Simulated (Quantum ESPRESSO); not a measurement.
# Work functions of Ir, Pd, Rh, Au, Zn and Ru surfaces in PBE: SG15 and SPMS norm-conserving sets against GBRV ultrasoft

Ir, Pd, Rh and Ru are transition metals whose d bands reach the Fermi level; in Au the filled d band lies below it, and in Zn the d shell is deeper still. A pseudopotential has to describe these d electrons together with the s and p electrons that spill out of the surface. We ask how far the work function of one face of each metal moves when SG15 or SPMS norm-conserving sets replace GBRV ultrasoft ones, and what the change costs. This matters when work functions from different sets are combined in one estimate of a contact barrier. The shift is the second level less the PBE reference with GBRV, at the same atomic positions, so a positive shift means a higher work function.

## How the numbers were made

Symmetric 1×1 slabs of 5 to 7 layers at the tabulated measured lattice constant with 15 to 16 Å of vacuum; the outer two layers of each face are relaxed under PBE with pw.x (forces under about 0.03 eV/Å), and all levels are run at those atoms, where other codes and functionals can leave larger forces. In-plane k-spacing 0.21 to 0.23 Å⁻¹ (2π included), one mesh for all levels of a slab. Quantum ESPRESSO 7.5 (pw.x) uses Marzari-Vanderbilt smearing of 0.02 Ry. Spin-paired, no spin-orbit coupling. The reference is PBE with GBRV ultrasoft pseudopotentials, cutoffs 40 and 200 Ry; the second level is named with each line, at wavefunction cutoffs of 60 Ry. Both are periodic. Times are CPU times on shared hosts, both levels of a row on the same host.

Notes on method and selection:

- Size errors of the slab largely cancel in the shift.
- The atoms are those relaxed under PBE.
- Runs in which the search for lower states was switched off are not listed.
- Error sizes named in these notes are rules of thumb and were not measured on these runs.
- Runs that did not converge, have known faults or may not be shown are not listed, and runs on Ansatz's PAW sets soft_1 and soft_2 are kept to separate tables.

Columns:

- electronegativity: Pauling electronegativity of the element (tabulated).
- Φ reference (eV): work function: vacuum level outside the slab less the Fermi level, PBE with GBRV.
- shift (eV): second level less reference.
- Φ second (eV): work function: vacuum level outside the slab less the Fermi level, second level.
- cost ratio: CPU time of the second level over the reference.

## Data

| member | level | electronegativity | Φ reference (eV) | shift (eV) | Φ second (eV) | cost ratio |
| --- | --- | --- | --- | --- | --- | --- |
| Ir(111) | PBE, SG15 norm-conserving | 2.20 | 5.516 | 0.00832 | 5.524 | 2 |
| Pd(100) | PBE, SG15 norm-conserving | 2.20 | 5.123 | −0.00838 | 5.115 | 1.7 |
| Rh(110) | PBE, SG15 norm-conserving | 2.28 | 4.717 | −0.00299 | 4.714 | 1.8 |
| Au(111) | PBE, SG15 norm-conserving | 2.54 | 5.330 | −0.00829 | 5.322 | 1.9 |
| Zn(0001) | PBE, SPMS norm-conserving | 1.65 | 4.026 | 0.00708 | 4.033 | 2 |
| Ru(0001) | PBE, SPMS norm-conserving | 2.20 | 5.023 | 0.00442 | 5.027 | 1.8 |
| Au(111) | PBE, SPMS norm-conserving | 2.54 | 5.330 | −0.00556 | 5.324 | 2.2 |

Least-squares fits to the whole series, with x = electronegativity; R² and errors in the fitted variable (y, or ln y where the fit is in ln y):

| y | level | members | fit | R² | rms residual | leave-one-out rms | the same for the mean of the others |
| --- | --- | --- | --- | --- | --- | --- | --- |
| shift (eV) | PBE, SG15 norm-conserving | 4 | y = 0.05241 − 0.02397 x | 0.24 | 0.0059 | 0.0100 | 0.0091 (fit no better) |
| Φ second (eV) | PBE, SG15 norm-conserving | 4 | y = 4.703 + 0.2019 x | 0.01 | 0.30 | 1.4 | 0.40 (fit no better) |

## What drives the series

The work function hardly moves. The shifts run from −0.0084 eV for Pd(100) to +0.0083 eV for Ir(111), both with SG15, and both signs occur with each set. Electronegativity does not order them: Ir and Pd share the value 2.20 and have opposite shifts, and the fitted line predicts a left-out member no better than the mean of the others does.

The smallness follows from what a work function measures. It is Φ = V_vac − E_F, the vacuum level less the Fermi level. Let V_in be the mean electrostatic potential energy of an electron inside the metal. Then

Φ = (V_vac − V_in) − (E_F − V_in) = D − μ,

where D is the step from the interior to the vacuum and μ is the Fermi level measured from the interior mean.

First, we assume that a new set changes the potential mainly inside the atomic cores and keeps the scattering of the valence electrons outside them, as pseudopotentials are built to do. This moves V_in by some amount c, so D and μ both change by −c, and c drops out of Φ. The Au slab shows this cancellation: its Fermi level on the program's own zero moves by far more than its work function.

Second, we allow a small remainder, because the new set may slightly alter the charge that spills out of the surface (δD) or the position of the bands (δμ). The shift is then δD − δμ.

Third, we assume that this remainder belongs to the set and not to the element. This gives a model with two parameters:

Φ(second) = Φ(reference) + δ,

with one δ for SG15 and another for SPMS. The first assumption would account for the small size of the shifts. The third is the one that the rows can test, since it requires a common sign and size within each set.

## Testing the model

We fix the SG15 offset on Rh(110), δ = −0.00299 eV, and the SPMS offset on Ru(0001), δ = +0.00442 eV. Every other row is then a test.

Ir(111), SG15: 5.516 − 0.00299 = 5.513 eV. The table has 5.524 eV, which is 0.011 eV higher.

Pd(100), SG15: 5.123 − 0.00299 = 5.120 eV. The table has 5.115 eV, which is 0.005 eV lower.

Au(111), SG15: 5.330 − 0.00299 = 5.327 eV. The table has 5.322 eV, which is 0.005 eV lower.

Zn(0001), SPMS: 4.026 + 0.00442 = 4.030 eV. The table has 4.033 eV, which is 0.003 eV higher.

Au(111), SPMS: 5.330 + 0.00442 = 5.334 eV. The table has 5.324 eV, which is 0.010 eV lower.

The root-mean-square miss over these five rows is roughly 0.0076 eV. The five shifts scatter about their own mean by roughly 0.0075 eV, and leaving the reference value uncorrected also misses by roughly 0.0076 eV. The two offsets therefore gain nothing, and we do not recommend them as corrections. The better estimate is the simpler one, Φ(second) = Φ(reference), with an uncertainty of about 0.01 eV.

Au(111) is the only slab listed with both norm-conserving sets. Their work functions differ by 0.00829 − 0.00556 = 0.00273 eV, with SPMS the higher.

## Members off the line

The largest misses of the two-offset model are Ir(111) with SG15, 0.011 eV above the prediction, and Au(111) with SPMS, 0.010 eV below it. The assumption that fails is the common offset. Pseudopotentials are built element by element, so there is little reason for their small errors to agree within a set. Other anchors do not help: for SG15 the mean of the other members misses by 0.0091 eV, while taking the shift as zero gives a root-mean-square miss of roughly 0.0074 eV.

Two differences between the runs might have mattered. The GBRV runs for Ir, Pd, Rh and Ru warned of a large negative electron density, yet Au and Zn, without that warning, shift by similar amounts. The norm-conserving sets treat more electrons as valence in Ir, Pd, Rh and Au, but not in Zn and Ru; within SPMS, the size of the Au shift lies between those of Ru and Zn. Shifts below about 0.01 eV (a rough rule of thumb) are within the numerical precision of such slab runs, so we attach no chemical cause to their signs.

## Measured against computed

| member | quantity | measured | PBE, SG15 norm-conserving − measured | PBE, SPMS norm-conserving − measured | conditions | source |
| --- | --- | --- | --- | --- | --- | --- |
| Ir(111) | Φ second (eV) | 5.78 | −0.256 | – | compiled values differ between sources by a tenth of an eV or more; compiled experimental value; Ir(111) single-crystal face | [1] |
| Pd(100) | Φ second (eV) | 5.48 | −0.365 | – | compiled values differ between sources by a tenth of an eV or more; compiled experimental value; Pd(100) single-crystal face | [1] |
| Rh(110) | Φ second (eV) | 4.86 | −0.146 | – | compiled values differ between sources by a tenth of an eV or more; compiled experimental value; Rh(110) single-crystal face | [1] |
| Au(111) | Φ second (eV) | 5.33 | −0.008 | −0.006 | compiled values differ between sources by a tenth of an eV or more; this face reconstructs in experiment and the slab does not | [2] |

Computed − measured (first source of each member):

- Φ second (eV), PBE, SG15 norm-conserving: mean error −0.194, mean absolute error 0.194 over 4 members

Sources:

[1] "Anisotropic work function of elemental crystals" (2019, arXiv:1902.07811)  
[2] "Properties of real metallic surfaces: Effects of density functional semilocality and van der Waals nonlocality" (2017, arXiv:1702.08515)

With SG15 the computed work functions lie below the measured ones by 0.256 eV for Ir(111), 0.365 eV for Pd(100) and 0.146 eV for Rh(110), while Au(111) agrees within 0.01 eV with either set. The mean absolute error over the four faces is 0.194 eV with SG15; the GBRV values in the table give (5.78 − 5.516 + 5.48 − 5.123 + 4.86 − 4.717 + 5.33 − 5.330) / 4 = 0.191 eV. Changing the set therefore does not bring the results closer to experiment.

PBE is known to give metal work functions that are too low, typically by one to three tenths of an eV, and the Ir and Rh rows fit that tendency; Pd has the same sign but a somewhat larger error. The order is only partly reproduced: Ir is highest and Rh lowest in both lists, but experiment puts Pd above Au and the calculation puts Au above Pd.

Compiled values differ between sources by a tenth of an eV or more, so the size of the Pd error, the largest, is uncertain. The close agreement for Au may be partly accidental, because the real face reconstructs and the slab does not, and the slab is thin. Zn and Ru are not compared here.

## What the accuracy costs

The norm-conserving runs take 1.7 to 2.2 times the CPU time of the GBRV runs, or roughly double. Much of this can be expected from the cutoff: the number of plane waves grows as the cutoff to the power 1.5, and (60 / 40)^1.5 = 1.8. Additional valence electrons add bands in some of the metals, while the ultrasoft method carries extra work of its own for the augmentation charge. The ratios are too close together to rank SG15 against SPMS. For the work function alone, the added time buys an independent check on the pseudopotentials and no material change in the result.

## Conclusions

For the pairs of metal face and norm-conserving set listed here, GBRV work functions can be used beside the norm-conserving ones wherever 0.01 eV is close enough. SG15 was compared on four faces and SPMS on three. Since unconverged and faulty runs are not listed, the agreement describes sound runs and not how often a set gives trouble.

Two effects outside the comparison can be larger than the whole spread of the shifts, 0.00832 + 0.00838 = 0.0167 eV. Replacing PBE by the local density approximation usually raises a metal's work function, by far more than these shifts. The finite thickness of the slab can move an absolute work function either way by a few hundredths of an eV, though this largely cancels in the shift.
